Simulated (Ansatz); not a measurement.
# Decay of the tunnelling density with sample bias on stepped Pt(310) (PBEsol) and Pt(322) (PBE-D3(BJ))

A displacement sensor that reads a tunnelling current between a tip and a stepped platinum electrode is only as sensitive as the current is steep in the gap width. The target chosen here is a current that falls at least twelvefold for each ångström of added gap. The sample bias is to lie between 0.3 and 1 V in magnitude, large enough for a readable current and small enough to keep the field moderate. Either polarity is allowed.

The quantity calculated is the decay constant κ of the density of states between the Fermi level and the bias, averaged over the surface plane, 3 to 5 Å above the top atom. It does not tell apart tip positions above a step edge and over a trough. It is measured against κ₀, the decay constant of a free electron at the top of that window with no momentum along the surface.

## Systems and settings

Ansatz 0.2.0, plane-wave Kohn-Sham DFT with its default PAW datasets at cutoffs of 420 eV, level as listed. Slabs and stacks are built by hand and relaxed; a single point with 17 Å of vacuum, a dipole correction, Fermi-Dirac smearing of 0.05 eV and meshes of 16 to 22 points along the first in-plane vector gives the density of the states between the Fermi level and the sample bias. Its planar mean n(z) is fitted as exp(−2κz) between 3 and 5 Å above the top atom. Spin-paired, no spin-orbit coupling.

Notes on method and selection:

- A free electron at the Fermi level with no momentum along the surface decays with κ₀ = 0.5123·√Φ Å⁻¹, Φ in eV; momentum along the surface raises κ, and the slow approach of the potential to the vacuum level lowers it.
- The tip is left out (Tersoff-Hamann).
- Slabs this thin have discrete subbands, so κ depends on which of them fall in the window.
- Windows narrower than 0.1 V hold too few states on these meshes and are not listed; a blank corrugation was not computed at that height.
- Runs in which the search for lower states was switched off are not listed.
- Work functions and vacuum levels are read from the electrostatic potential (Hartree and local ionic parts), which a warning of a rough exchange-correlation potential in thin density does not concern.
- Sites and patterns name the starting structure; atoms can leave their sites in the relaxation.
- The default PAW datasets of this version of Ansatz are the set soft_2.
- Runs that did not converge, have known faults or may not be shown are not listed, and runs on Ansatz's PAW sets soft_1 and soft_2 are kept to separate tables.

Columns:

- bias (V): sample bias; negative images filled states.
- κ₀ of window top (Å⁻¹): 0.5123·√(Φ − E) for the highest energy E in the window, from the Fermi level.
- κ (Å⁻¹): decay constant κ of the window's density.
- corrugation (Å): corrugation at constant current, set to the mean density at the first listed height.

## Numbers

| member | surface | bias (V) | κ₀ of window top (Å⁻¹) | κ (Å⁻¹) | corrugation (Å) |
| --- | --- | --- | --- | --- | --- |
| −1.2 V | Pt(310) (PBEsol, Φ 5.48 eV, 3 Å) | −1.2 | 1.199 | 1.362 | 0.922 |
| −0.4 V | Pt(310) (PBEsol, Φ 5.48 eV, 3 Å) | −0.4 | 1.199 | 1.342 | 0.946 |
| +0.4 V | Pt(310) (PBEsol, Φ 5.48 eV, 3 Å) | 0.4 | 1.154 | 1.228 | 0.908 |
| +1.2 V | Pt(310) (PBEsol, Φ 5.48 eV, 3 Å) | 1.2 | 1.060 | 1.201 | 0.895 |
| −1.5 V | Pt(322) (PBE-D3(BJ), Φ 5.60 eV, 2.5 Å) | −1.5 | 1.212 | 1.348 | – |
| −0.7 V | Pt(322) (PBE-D3(BJ), Φ 5.60 eV, 2.5 Å) | −0.7 | 1.212 | 1.312 | – |
| −0.2 V | Pt(322) (PBE-D3(BJ), Φ 5.60 eV, 2.5 Å) | −0.2 | 1.212 | 1.281 | – |
| +0.2 V | Pt(322) (PBE-D3(BJ), Φ 5.60 eV, 2.5 Å) | 0.2 | 1.190 | 1.265 | – |
| +0.7 V | Pt(322) (PBE-D3(BJ), Φ 5.60 eV, 2.5 Å) | 0.7 | 1.133 | 1.232 | – |
| +1.5 V | Pt(322) (PBE-D3(BJ), Φ 5.60 eV, 2.5 Å) | 1.5 | 1.037 | 1.150 | – |

## What drives the series

On both faces κ falls from each listed bias to the next as the bias goes from negative to positive. The mean slopes are nearly equal: (1.201 − 1.362) / 2.4 = −0.067 Å⁻¹ per volt on Pt(310) and (1.150 − 1.348) / 3.0 = −0.066 Å⁻¹ per volt on Pt(322).

The main reason is the barrier height seen by the states in the window. At positive bias the window reaches up towards the vacuum level, and its highest states decay most slowly. On Pt(322), κ₀ falls by 1.190 − 1.037 = 0.153 Å⁻¹ between +0.2 and +1.5 V, while κ falls by 1.265 − 1.150 = 0.115 Å⁻¹. The fall in κ is smaller because the lower states remain in the window.

At negative bias the top of the window stays at the Fermi level and κ₀ is constant. A larger negative bias only adds deeper states, which face a higher barrier. They raise κ on Pt(322) by 1.348 − 1.281 = 0.067 Å⁻¹ between −0.2 and −1.5 V.

Energy alone does not give the full value of κ, which exceeds κ₀ in every row. For Pt(322) at −0.2 V, even a state at the bottom of the window would decay with only 0.5123 × √(5.60 + 0.2) = 1.234 Å⁻¹ if it had no momentum along the surface, against the calculated 1.281 Å⁻¹. Momentum along the surface, including the components that the step lattice mixes in, has the right sign to supply the difference.

At the four listed biases the corrugation of Pt(310) at 3 Å shows no steady trend: it lies between 0.895 and 0.946 Å and is largest at −0.4 V. At each of these biases it is much smaller at 5 Å. The density therefore falls faster above the topmost atoms than over the troughs between them, and κ is a mean over both.

## Departures from the trend

Pt(310) does not change evenly. Between −0.4 and +0.4 V κ drops by 1.342 − 1.228 = 0.114 Å⁻¹, out of 0.161 Å⁻¹ over its whole range. The +0.4 V row lies only 1.228 − 1.154 = 0.074 Å⁻¹ above its κ₀, the other three 0.141 to 0.163 Å⁻¹. Pt(322) shows no such drop around zero bias.

A possible cause is that the discrete subbands of the thin slab just above the Fermi level carry less momentum along the surface than those just below. The program also warned that the levels of this Pt(310) run were not confirmed, so the size of the drop should be taken with caution.

Both faces drew a warning of a rough exchange-correlation potential in thin density, which is where κ is fitted. All windows of one face share that potential, so differences between biases should suffer less than absolute values.

## Selection

With a current proportional to exp(−2κz), the factor per ångström is exp(2κ), κ in Å⁻¹. A factor of 12 requires κ ≥ ln(12) / 2 = 1.242 Å⁻¹. Four rows lie within the allowed bias. Their verdicts apply to a current averaged over all lateral tip positions at equal height:

- Pt(310), −0.4 V: exp(2 × 1.342) = 14.6, passes.
- Pt(322), −0.7 V: exp(2 × 1.312) = 13.8, passes.
- Pt(322), +0.7 V: exp(2 × 1.232) = 11.8, fails narrowly.
- Pt(310), +0.4 V: exp(2 × 1.228) = 11.7, fails narrowly.

Semilocal work functions of metals are commonly wrong by up to roughly 0.3 eV. The resulting error in κ is 0.5123 × δΦ / (2√Φ) = 0.5123 × 0.3 / (2 × √5.60) = 0.03 Å⁻¹. As lateral means, both passing rows survive it, while the two failing rows miss by less than this and are not firmly excluded.

For a sharp tip at one fixed spot, the lateral position matters more than this error. On Pt(310) at −0.4 V the shrinking corrugation implies that κ above the topmost atoms and κ over the troughs differ by several times 0.03 Å⁻¹. Above the topmost atoms the current should be steeper than the mean, while over the troughs κ probably lies below 1.242 Å⁻¹. On Pt(322) the corrugation was computed at a single height, so its change with height is unknown and the passing verdict cannot be carried over to single spots. The target is thus met on average, not at every tip position.

By the lateral mean, the pick is Pt(310) at −0.4 V and the runner-up Pt(322) at −0.7 V. On Pt(310) a sharp tip should stand above the topmost atoms, not over a trough. Their order is provisional, since the faces differ in functional, dispersion correction, mesh and slab. The difference in work function alone shifts κ₀ by 1.212 − 1.199 = 0.013 Å⁻¹ in favour of Pt(322), and the subbands may shift κ by more.

The field in the gap matters as well. For a tip of equal work function it lowers the mean barrier by |V|/2 at negative sample bias and raises it by |V|/2 at positive bias. By the same formula κ shifts by 0.02 Å⁻¹ at 0.4 V and 0.04 Å⁻¹ at 0.7 V. Pt(310) then has 1.342 − 0.02 = 1.32 Å⁻¹ at −0.4 V and 1.228 + 0.02 = 1.25 Å⁻¹ at +0.4 V, so the negative polarity keeps its lead. Pt(322) has about 1.27 Å⁻¹ at both polarities, and its preference for negative bias disappears. All four lateral means then lie above the threshold of 1.242 Å⁻¹, so the two narrow failures hold only for the density without a field.

The pick would be overturned if confirmed levels for Pt(310) brought κ at −0.4 V below that of the runner-up. For a sharp tip it also fails wherever the local κ is below 1.242 Å⁻¹, as is likely over a trough.

## Summary

Between −1.2 and +1.2 V on Pt(310), and between −1.5 and +1.5 V on Pt(322), the laterally averaged density of the bare surface decays more slowly at positive than at negative bias.

This is not yet the bias dependence of a measured current. At ±1.5 V on Pt(322) the omitted field would shift κ by about 0.08 Å⁻¹ in opposite directions, removing some 0.16 of the 0.198 Å⁻¹ between the two ends. A tip with a work function 1 eV lower would lower the mean barrier by half that amount and so reduce κ by a further 0.05 Å⁻¹ or so at every bias, which would use up more than half of the margin that the lateral mean of the pick keeps over the threshold once the field is counted. Neither effect exceeds the full spread of the table, but the field is nearly as large as the trend itself. For a sharp tip the lateral position counts too: over a trough of Pt(310) the twelvefold target is probably missed even at the bias picked.
